\section{Premises and conventions}

Fields vary as $e^{pt}$. A real angular frequency is $p=i\omega$, with $\varepsilon=\varepsilon'-i\varepsilon''$. One principal axis is treated (the polar axis $b$ of orthorhombic NaNO$_2$), so $D=\varepsilon_0\varepsilon(p)E$ is scalar. Rates are also quoted as energies $\hbar/\tau$.

\textbf{P1.} The response is linear, local and time-invariant.
\textbf{P2.} In the band of interest
\begin{equation}
\varepsilon(p)=\varepsilon_\infty+\sum_{j=1}^{N}\frac{\Delta_j}{1+p\tau_{Tj}}
=\varepsilon_\infty+\sum_{j=1}^{N}\frac{a_j}{p+s_j},\qquad s_j=\frac{1}{\tau_{Tj}},\quad a_j=\frac{\Delta_j}{\tau_{Tj}} .
\label{debye}
\end{equation}
\textbf{P3.} $\varepsilon_\infty>0$, all $\Delta_j>0$, and $\tau_{T1}>\dots>\tau_{TN}>0$ (equal times are merged into one term). The static value is $\varepsilon_s=\varepsilon_\infty+\sum_j\Delta_j$.

\emph{Origin of P2 and P3.} Take slow variables $x$ (a column), a free-energy density and a kinetic law
\begin{equation}
f=\tfrac12x^{T}Kx-E\,\mu^{T}x,\qquad \Gamma\dot x=-\partial f/\partial x,\qquad D=\varepsilon_0\varepsilon_\infty E+\mu^{T}x .
\label{kin}
\end{equation}
$K$ is symmetric and positive definite (stability); $\Gamma$ is symmetric (Onsager) and positive definite (dissipation). The problem $\Gamma v_j=\tau_{Tj}Kv_j$ then has positive eigenvalues and a basis with $v_i^{T}Kv_j=\delta_{ij}$, in which $(K+p\Gamma)^{-1}=\sum_jv_jv_j^{T}/(1+p\tau_{Tj})$. Since $x=(K+p\Gamma)^{-1}\mu E$, \eqref{debye} follows with $\Delta_j=(\mu^{T}v_j)^2/\varepsilon_0\ge0$; modes with $\mu^Tv_j=0$ are invisible and are dropped. A phonon coordinate $Q$ adds $\tfrac12\kappa Q^2-Q\lambda^{T}x-zQE$ to $f$. Far below the phonon frequency $Q=(\lambda^{T}x+zE)/\kappa$, and insertion gives
\begin{equation}
K\to K-\lambda\lambda^{T}/\kappa,\qquad \mu\to\mu+z\lambda/\kappa,\qquad \varepsilon_\infty=\varepsilon_e+z^2/(\varepsilon_0\kappa),
\end{equation}
with $\varepsilon_e$ the electronic part. The new $K$ is the Schur complement of the full stiffness matrix, positive definite if the latter is. So $\varepsilon_\infty$ is the permittivity above the relaxations and below the phonons.

\emph{Labels.} With $E=0$ (shorted plates; a transverse wave in the electrostatic limit) a nonzero $D$ needs $1/\varepsilon=0$: free decay occurs at the poles $-1/\tau_{Tj}$. With $D=0$ (open plates; a longitudinal wave along the axis) a nonzero $E$ needs $\varepsilon=0$: free decay occurs at the zeros, written $-1/\tau_{Lj}=-u_j$.

\section{Interlacing}

\textbf{Theorem 1.} Under P2 and P3, $\varepsilon(p)$ has exactly $N$ zeros, all simple, real and negative, and
\begin{equation}
\tau_{T1}>\tau_{L1}>\tau_{T2}>\tau_{L2}>\dots>\tau_{TN}>\tau_{LN}>0 .
\label{inter}
\end{equation}

\emph{Step 1, count.} Over the common denominator, $\varepsilon=n(p)/\prod_j(p+s_j)$ with $n$ of degree $N$ and leading coefficient $\varepsilon_\infty\neq0$. At a pole $n(-s_j)=a_j\prod_{k\ne j}(s_k-s_j)\neq0$, so nothing cancels: $N$ zeros, with multiplicity.

\emph{Step 2, monotony.} For real $p$ off the poles,
\begin{equation}
\frac{d\varepsilon}{dp}=-\sum_j\frac{a_j}{(p+s_j)^2}<0 .
\label{mono}
\end{equation}

\emph{Step 3, signs.} Near $-s_j$ the term $a_j/(p+s_j)$ dominates: $\varepsilon\to+\infty$ on the right of the pole, $-\infty$ on the left. On $(-s_{j+1},-s_j)$ the function falls from $+\infty$ to $-\infty$ as $p$ grows: exactly one zero, simple by \eqref{mono}. On $(-\infty,-s_N)$ it falls from $\varepsilon_\infty>0$ to $-\infty$: one more. These are $N$ zeros, so by Step 1 there are no others. Hence $s_1<u_1<s_2<\dots<s_N<u_N$, which is \eqref{inter}. The point nearest the origin is a pole, the farthest a zero. For $\varepsilon_\infty=0$ the last zero recedes to infinity and $N-1$ remain. The absence of complex zeros is also seen directly: $\operatorname{Im}\varepsilon(p)=-\operatorname{Im}p\sum_ja_j/|p+s_j|^2\ne0$ off the real axis.

\emph{Factor form.} A polynomial is fixed by its zeros and one value; the value at $p=0$ gives
\begin{equation}
\varepsilon(p)=\varepsilon_s\prod_{j=1}^{N}\frac{1+p\tau_{Lj}}{1+p\tau_{Tj}} .
\label{fact}
\end{equation}

\emph{Converse.} Let \eqref{fact} hold with $\varepsilon_s>0$ and \eqref{inter}. Multiply by $1+p\tau_{Tj}$ and set $p=-1/\tau_{Tj}$:
\begin{equation}
\Delta_j=\varepsilon_s\,\frac{\prod_{k}(1-\tau_{Lk}/\tau_{Tj})}{\prod_{k\ne j}(1-\tau_{Tk}/\tau_{Tj})} .
\end{equation}
By \eqref{inter} the factors with $k<j$ are negative above and below, $j-1$ of each, and all others are positive. So $\Delta_j>0$: interlacing and positive strengths are equivalent.

\section{The Lyddane--Sachs--Teller product}

Let $p\to\infty$ in \eqref{fact}. The left side tends to $\varepsilon_\infty$, each factor to $\tau_{Lj}/\tau_{Tj}$:
\begin{equation}
\frac{\varepsilon_s}{\varepsilon_\infty}=\prod_{j=1}^{N}\frac{\tau_{Tj}}{\tau_{Lj}} .
\label{lst}
\end{equation}
This is the relaxational form of the phonon relation of Lyddane, Sachs and Teller (1941), with $\tau_T/\tau_L$ in place of $\omega_L^2/\omega_T^2$. The power is one because a Debye term has one pole where an oscillator has two.

\emph{Second proof, from \eqref{kin}.} At $D=0$, $E=-\mu^{T}x/(\varepsilon_0\varepsilon_\infty)$, so $\Gamma\dot x=-K_Lx$ with $K_L=K+\mu\mu^{T}/(\varepsilon_0\varepsilon_\infty)$. The products of eigenvalues are $\prod\tau_T=\det\Gamma/\det K$ and $\prod\tau_L=\det\Gamma/\det K_L$. The rank-one identity $\det(K+ww^{T})=\det K\,(1+w^{T}K^{-1}w)$ and $\mu^TK^{-1}\mu/\varepsilon_0=\sum_j\Delta_j$ give $\det K_L/\det K=\varepsilon_s/\varepsilon_\infty$. The friction cancels: \eqref{lst} is a ratio of static stiffnesses.

\emph{Companions.} The $p^{N-1}$ coefficient of $n(p)=\varepsilon_\infty\prod(p+u_j)$ gives
\begin{equation}
\sum_j\frac{1}{\tau_{Lj}}=\sum_j\frac1{\tau_{Tj}}+\frac{G}{\varepsilon_\infty},\qquad G=\sum_j\frac{\Delta_j}{\tau_{Tj}} .
\label{sum}
\end{equation}
The loss angle is $\delta(\omega)=-\arg\varepsilon(i\omega)=\sum_j[\arctan\omega\tau_{Tj}-\arctan\omega\tau_{Lj}]$. The integral $J(a,b)=\int_0^\infty[\arctan a\omega-\arctan b\omega]\,d\omega/\omega$ has $\partial J/\partial a=\int_0^\infty d\omega/(1+a^2\omega^2)=\pi/2a$ and $J(b,b)=0$, so $J=\tfrac{\pi}{2}\ln(a/b)$ and
\begin{equation}
\ln\frac{\varepsilon_s}{\varepsilon_\infty}=\frac{2}{\pi}\int_0^\infty\delta(\omega)\,\frac{d\omega}{\omega} .
\label{phase}
\end{equation}

\section{Three circuits for one function}

A plate of area $\mathcal A$ and thickness $d$ has $C_0=\varepsilon_0\mathcal A/d$ and admittance $Y=1/Z=pC_0\varepsilon(p)$.

\textbf{Maxwell form} (parallel branches, a Foster form). $R$ and $C$ in series have admittance $pC/(1+pRC)$. Term by term from \eqref{debye}: a capacitor $\varepsilon_\infty C_0$ in parallel with $N$ branches
\begin{equation}
C^{M}_j=\Delta_jC_0,\qquad R^{M}_jC^{M}_j=\tau_{Tj}.
\end{equation}

\textbf{Voigt form} (series chain, the other Foster form). $C_0Z=1/(p\varepsilon)$ vanishes at infinity and has simple poles at $0$ and at the $-u_j$, so it equals the sum of its pole terms. The residue at $0$ is $1/\varepsilon_s$. The residue at $-u_j$ is $b_j=1/[p\,d\varepsilon/dp]_{p=-u_j}$, positive because $p<0$ and \eqref{mono} holds:
\begin{equation}
C_0Z=\frac{1}{\varepsilon_sp}+\sum_j\frac{b_j}{p+u_j},\qquad
\frac1{b_j}=\sum_k\frac{\Delta_k\tau_{Tk}\tau_{Lj}}{(\tau_{Lj}-\tau_{Tk})^2}.
\label{voigt}
\end{equation}
$R$ and $C$ in parallel have impedance $C^{-1}/(p+1/RC)$. So $Z$ is a capacitor $\varepsilon_sC_0$ in series with $N$ cells, $C^V_j=C_0/b_j$ and $R^V_jC^V_j=\tau_{Lj}$. The lone capacitor is required: without it the chain would pass direct current. Multiplying \eqref{voigt} by $p$ and letting $p\to\infty$ gives $1/\varepsilon_\infty=1/\varepsilon_s+\sum_jb_j$.

\textbf{Lemma.} If $M(p)=\beta_0+\sum_{k=1}^{m}\beta_k\,p/(p+w_k)$ with all $\beta>0$ and $0<w_1<\dots<w_m$, then $1/M$ has the form \eqref{debye} with $m$ terms and obeys P3.
\emph{Proof.} $dM/dp=\sum\beta_kw_k/(p+w_k)^2>0$ on the real axis. Near $-w_k$ the numerator $\beta_kp$ is negative, so $M\to-\infty$ on the right and $+\infty$ on the left. With $M(0)=\beta_0>0$ there is one zero in $(-w_1,0)$ and one in each $(-w_{k+1},-w_k)$: $m$ in all, the degree of the numerator. They are simple poles of $1/M$ with residues $1/(dM/dp)>0$, and $1/M(\infty)=1/\sum_{k=0}^m\beta_k>0$. The lemma maps any such Voigt chain back to a Maxwell circuit, with $M=pC_0Z$.

\textbf{Ladder form} (a Cauer form). Write $\varepsilon=c_0+g(p)$, $c_0=\varepsilon_\infty$, $g=\sum_ja_j/(p+s_j)$. The part $pc_0$ of $Y/C_0$ is a shunt capacitor. The rest has impedance $1/(pg)$, which tends to $r_1=1/\sum_ja_j=1/G$ at infinity. By Theorem 1 with $\varepsilon_\infty=0$, $g$ has $N-1$ simple negative zeros $-w_k$, and the residue argument of \eqref{voigt} gives
\begin{equation}
\frac1{pg}=r_1+\frac{\beta_0}{p}+\sum_{k=1}^{N-1}\frac{\beta_k}{p+w_k}=r_1+\frac{1}{p\,\varepsilon^{(1)}(p)},\qquad \beta_0,\beta_k>0 .
\end{equation}
By the lemma $\varepsilon^{(1)}$ is a Debye sum with $N-1$ positive terms and a positive constant $c_1$. Repeating $N$ times leaves a constant $c_N$:
\begin{equation}
\frac{Y}{C_0}=pc_0+\cfrac{1}{r_1+\cfrac{1}{pc_1+\cfrac{1}{r_2+\dots+\cfrac{1}{pc_N}}}} ,
\label{ladder}
\end{equation}
shunt capacitors $c_kC_0$ joined by series resistors $r_k/C_0$, all positive. At $p\to0$ the resistors drop no voltage, so $\sum_kc_k=\varepsilon_s$.

\textbf{Theorem 2.} The three circuits have $2N+1$ positive elements each, fixed uniquely within each family by $\varepsilon(p)$, and the same $Z(p)$ for all $p$. Hence: (i) for any drive applied from rest $V(p)=Z(p)I(p)$, so all sine, step and pulse records agree; (ii) embedded in any external linear network the sample enters through $Z$ only; (iii) a state prepared through the terminals is the result of an earlier drive, so free decays agree; (iv) the equilibrium noise $S_V=4k_BT\operatorname{Re}Z$ (Nyquist, one-sided, per unit of cyclic frequency, $\hbar\omega\ll k_BT$) agrees. A good fit by a Voigt chain is no evidence for layers in series, nor a Maxwell fit for independent dipole species. One common invariant follows from $\varepsilon\simeq\varepsilon_s-p\sum\Delta_j\tau_{Tj}$ at small $p$:
\begin{equation}
C_0\operatorname{Re}Z(\omega\to0)=\frac{\sum_j\Delta_j\tau_{Tj}}{\varepsilon_s^2}=C_0\sum_jR_j^V=\sum_{k=1}^{N}r_k\Big(\frac{c_k+\dots+c_N}{\varepsilon_s}\Big)^2 .
\label{rlow}
\end{equation}
The last form holds because $r_k$ carries the fraction of the charging current that feeds the capacitors behind it, and dissipation is quadratic in the current.

\section{Adding a polar phonon}

Restore the phonon as an additive underdamped oscillator, $\gamma<2\omega_T$:
\begin{equation}
\varepsilon_{\rm f}(p)=\varepsilon_e+\frac{S\omega_T^2}{\omega_T^2+\gamma p+p^2}+\sum_j\frac{\Delta_j}{1+p\tau_{Tj}},\qquad \varepsilon_\infty=\varepsilon_e+S .
\label{full}
\end{equation}
There are $N+2$ poles, two of them complex, so this is no RC function.

\emph{Real zeros.} The oscillator term is positive for all real $p$, and its slope $-S\omega_T^2(\gamma+2p)/(\omega_T^2+\gamma p+p^2)^2$ is negative for $p>-\gamma/2$. Suppose
\begin{equation}
\gamma\tau_{TN}>2,\qquad \sum_j\frac{\Delta_j}{\gamma\tau_{Tj}/2-1}<\varepsilon_e .
\label{cond}
\end{equation}
All Debye poles then lie in $(-\gamma/2,0)$, where $\varepsilon_{\rm f}$ decreases between poles. For $p\le-\gamma/2$ each negative Debye term is no larger in magnitude than at $-\gamma/2$, so $\varepsilon_{\rm f}>0$ there; for $p>-s_1$ every term is positive. Step 3 gives exactly $N$ real zeros $-1/\tilde\tau_{Lj}$ obeying \eqref{inter}. The other two are a complex pair, the roots of $p^2+\tilde\gamma p+\tilde\omega_L^2$. Condition \eqref{cond} is sufficient, not necessary.

\emph{Exact product and sum.} Write $\varepsilon_{\rm f}=\varepsilon_e\prod(p-\text{zeros})/\prod(p-\text{poles})$. Setting $p=0$, and comparing $p^{N+1}$ coefficients of the numerator,
\begin{equation}
\frac{\varepsilon_s}{\varepsilon_e}=\frac{\tilde\omega_L^2}{\omega_T^2}\prod_j\frac{\tau_{Tj}}{\tilde\tau_{Lj}},\qquad
\tilde\gamma+\sum_j\frac1{\tilde\tau_{Lj}}=\gamma+\sum_j\frac1{\tau_{Tj}}+\frac{G}{\varepsilon_e}.
\label{exact}
\end{equation}
The product uses only a rational function with finite nonzero limits, so it also holds for coupled modes, in terms of their actual poles and zeros.

\emph{Factorisation.} Define $\omega_L^2=\omega_T^2\varepsilon_\infty/\varepsilon_e$. A small change $\eta$ of $\varepsilon$ at a zero $p_0=-1/\tau_L$ moves it by $\delta p=-\eta/(d\varepsilon/dp)$, and $\delta\tau_L/\tau_L=-\delta p/p_0$. With \eqref{voigt},
\begin{equation}
\frac{\delta\tau_{Lj}}{\tau_{Lj}}=\eta_jb_j=\frac{\eta_jC_0}{C_j^V},\qquad
\eta_j\simeq\frac{S}{\omega_T^2}\Big(\frac{\gamma}{\tau_{Lj}}-\frac1{\tau_{Lj}^2}\Big),
\label{shift}
\end{equation}
where $\eta_j$ is the oscillator term minus $S$, expanded to first order in $(\gamma p+p^2)/\omega_T^2$. Dividing the product in \eqref{exact} by \eqref{lst} gives $\tilde\omega_L^2/\omega_L^2=\prod\tilde\tau_{Lj}/\tau_{Lj}\simeq1+\sum_j\eta_jb_j$. Subtracting \eqref{sum} from the sum in \eqref{exact}, with $\tilde\tau_L\simeq\tau_L$, gives
\begin{equation}
\tilde\gamma-\gamma\simeq G\,(1/\varepsilon_e-1/\varepsilon_\infty).
\label{damp}
\end{equation}
For small $\eta_jb_j$ the total ratio splits into $\varepsilon_s/\varepsilon_\infty=\prod\tau_T/\tau_L$ and $\varepsilon_\infty/\varepsilon_e=\omega_L^2/\omega_T^2$.

\section{Range of validity}

\emph{(a) Sign of the strengths.} The product \eqref{lst} needs only distinct zeros and poles away from $0$ and $\infty$ in equal number. Interlacing and positive circuit elements need P3.

\emph{(b) Short times.} A Debye term responds with a discontinuous current and falls as $1/p$. A flip of finite duration $\tau_c$ can be modelled by
\begin{equation}
\frac{\Delta}{(1+p\tau)(1+p\tau_c)}=\frac{\Delta}{\tau-\tau_c}\Big[\frac{\tau}{1+p\tau}-\frac{\tau_c}{1+p\tau_c}\Big],
\end{equation}
whose fast term has negative strength and violates P3. At a zero the relaxing part equals $-\varepsilon_\infty$, so a common cut-off changes $\varepsilon$ by $\eta_j\simeq-\varepsilon_\infty\tau_c/\tau_{Lj}$. The theorems need $\tau_c\ll\tau_{LN}$. The damping \eqref{damp} comes from the $1/p$ tail and is mostly removed when $\omega_L\tau_c>1$.

\emph{(c) Conduction.} A conductivity $\sigma$ adds $\sigma/(\varepsilon_0p)$, a term with $s_0=0$. Interlacing survives with one more zero $-u_0$ in $(-s_1,0)$, but $\varepsilon_s$ diverges; the residue at $p=0$ replaces \eqref{lst} by $\sigma/\varepsilon_0=\varepsilon_\infty\prod_{j=0}^Nu_j/\prod_{j=1}^Ns_j$. At $\omega\sim1/\tau_{T1}$ conduction rivals the first term when $\sigma\sim\varepsilon_0\Delta_1/\tau_{T1}$.

\emph{(d) Distributions.} For a continuous positive distribution of times the poles and zeros close up into a cut and no finite circuit is exact. Equation \eqref{phase} survives as the limit of discrete sums.

\emph{(e) Direction and wavelength.} For a wave vector at angle $\theta$ to $b$ in the $ab$ plane the electrostatic modes obey $\varepsilon_{bb}\cos^2\theta+\varepsilon_{aa}\sin^2\theta=0$. With $\varepsilon_{aa}$ constant this is Theorem 1 with $\varepsilon_\infty\to\varepsilon_\infty+\varepsilon_{aa}\tan^2\theta$; the times run from $\tau_{Lj}$ at $\theta=0$ to $\tau_{Tj}$ at $\theta=\pi/2$. P1 needs wavelengths long against the correlation length.

\emph{(f) Phases of NaNO$_2$.} The crystal is typically ferroelectric below about 437 K, incommensurate (period about 3 nm) in a window roughly 1 K wide above that, and paraelectric and centrosymmetric beyond. In the polar phase piezoelectric resonances add complex poles and domain walls add nonlinear response. The cleanest case is the paraelectric phase.

\emph{(g) Equivalence.} Theorem 2 covers one sample, at one temperature, at small signal. Scaling with $d$, dependence on $T$ or bias, harmonics and local probes carry further information: a bulk element scales with $d$, an electrode layer does not.

\section{Illustration: a model for NaNO$_2$ along $b$}

The NO$_2^-$ ions flip between two orientations along $b$. One variable in \eqref{kin}, $x=P$, $\mu=1$, $K=(T-T_0)/(\varepsilon_0C)$ and constant $\Gamma$, gives
\begin{equation}
\Delta_1=\frac{C}{T-T_0},\qquad \tau_{T1}=\frac{B}{T-T_0},\qquad B=\varepsilon_0C\,\Gamma,\qquad \frac{\Delta_1}{1+p\tau_{T1}}=\frac{C/B}{p+(T-T_0)/B}.
\label{lk}
\end{equation}
The pole moves to the origin at $T_0$ with fixed residue $C/B$. The zeros depend continuously on the pole position and stay finite: $\tau_{T1}$ is critical, the $\tau_{Lj}$ are not, and \eqref{lst} diverges through $\tau_{T1}$ alone. No phonon has to soften.

\emph{Inputs.} Approximate typical values: $C=5000$ K, $T_0=435$ K, $\varepsilon_e=2.0$, one effective polar phonon with $\hbar\omega_T=24$ meV and $S=2.0$. $B=20$ ns\,K is chosen to give the typical nanosecond relaxation near the transition. Assumed for illustration only: a second term $\Delta_2=6$, $\tau_{T2}=20$ ps, independent of $T$; $\hbar\gamma=3$ meV; $\tau_c=0.1$ ps. At $T=445$ K: $\Delta_1=500$, $\tau_{T1}=2000$ ps (loss peak near $1/2\pi\tau_{T1}=80$ MHz), $\varepsilon_\infty=4$, $\varepsilon_s=510$, $k_BT=38.3$ meV. With $p$ in ps$^{-1}$,
\begin{equation}
\varepsilon(p)=\frac{160000p^2+30080p+510}{40000p^2+2020p+1}.
\label{num}
\end{equation}

\emph{Zeros.} $p=-1/\tau$ gives $510\tau^2-30080\tau+160000=0$.

\begin{tabular}{lcccc}
 & $T1$ & $L1$ & $T2$ & $L2$\\
$\tau$ (ps) & 2000 & 53.07 & 20 & 5.912\\
$\hbar/\tau$ ($\mu$eV) & 0.329 & 12.40 & 32.9 & 111.3
\end{tabular}

The order is \eqref{inter}. The product is $37.69\times3.383=127.5=510/4$, and \eqref{phase} equals $4.848$. With $G=0.55$ ps$^{-1}$, \eqref{sum} gives $0.0505+0.1375=0.1880$ ps$^{-1}$. The isolated-step estimate $\tau_{L1}\approx\tau_{T1}(\varepsilon_\infty+\Delta_2)/\varepsilon_s=39.2$ ps fails although $\tau_{T1}/\tau_{T2}=100$: it needs $\tau_{L1}\gg\tau_{T2}$.

\emph{Circuits} (capacitances in $C_0$, resistances as $RC_0$ in ps).
Maxwell: 4 in parallel with $(C,R)=(500,\,4.00)$ and $(6,\,3.33)$.
Voigt: 510 in series with $(19.82,\,2.68)$ and $(5.061,\,1.17)$; $1/510+1/19.82+1/5.061=0.2500$.
Ladder: removing $4$ from \eqref{num} leaves the numerator $22000p+506$; $r_1=40000/22000=1.82$ leaves the impedance $(1100p+1)/[p(22000p+506)]$; $c_1=20$ leaves the admittance $486p/(1100p+1)$; so $r_2=1100/486=2.26$ and $c_2=486$, with $4+20+486=510$.
The invariant \eqref{rlow} is $3.85$ ps: $2.68+1.17$ in the chain, $1.79+2.06$ in the ladder.

\emph{Temperature.} At 455 K, $\Delta_1=250$, $\tau_{T1}=1000$ ps and $\varepsilon_s/\varepsilon_\infty=65$, while $\tau_{L1}=52.09$ ps and $\tau_{L2}=5.907$ ps hardly move.

\emph{Phonon.} $\omega_T=36.46$ ps$^{-1}$, $\gamma=4.558$ ps$^{-1}$, $\hbar\omega_L=33.9$ meV. In \eqref{cond}, $\gamma\tau_{T2}=91$ and the sum is $0.24<2.0$. From \eqref{shift}, $\eta_1=1.29\times10^{-4}$ and $\eta_2=1.12\times10^{-3}$, so the times rise by the fractions $6.5\times10^{-6}$ and $2.2\times10^{-4}$, and $\tilde\omega_L^2$ by $2.3\times10^{-4}$. To that accuracy $\varepsilon_s/\varepsilon_e=255=127.5\times2$. Equation \eqref{damp} adds $0.0905$ meV to the longitudinal damping, an artefact of the tail since $\omega_L\tau_c=5.2$.

\emph{Neglected terms.} The cut-off gives $\delta\tau_{L2}/\tau_{L2}\simeq-\varepsilon_\infty\tau_cb_2/\tau_{L2}=-0.013$, far larger than the phonon shift; the fourth figures above serve only to close the identities. Conduction would rival the main term at $\sigma\sim\varepsilon_0C/B=2.2$ S/m, far above the level of an insulating salt.

\emph{Status.} All results are the model's. A static permittivity of several hundred and a relaxation near $10^8$ Hz a few kelvin above the transition are typical of NaNO$_2$, and $C$, $T_0$ and $B$ were chosen to give them. The dispersion along $b$ is typically close to a single Debye term. Dropping the assumed second term gives $\varepsilon_s/\varepsilon_\infty=126$ and a single $\tau_L=2000\times4/504=15.9$ ps; counting it as instantaneous background gives $39.2$ ps. The longitudinal time of the model is thus tens of picoseconds and noncritical, its value set by the background permittivity adopted.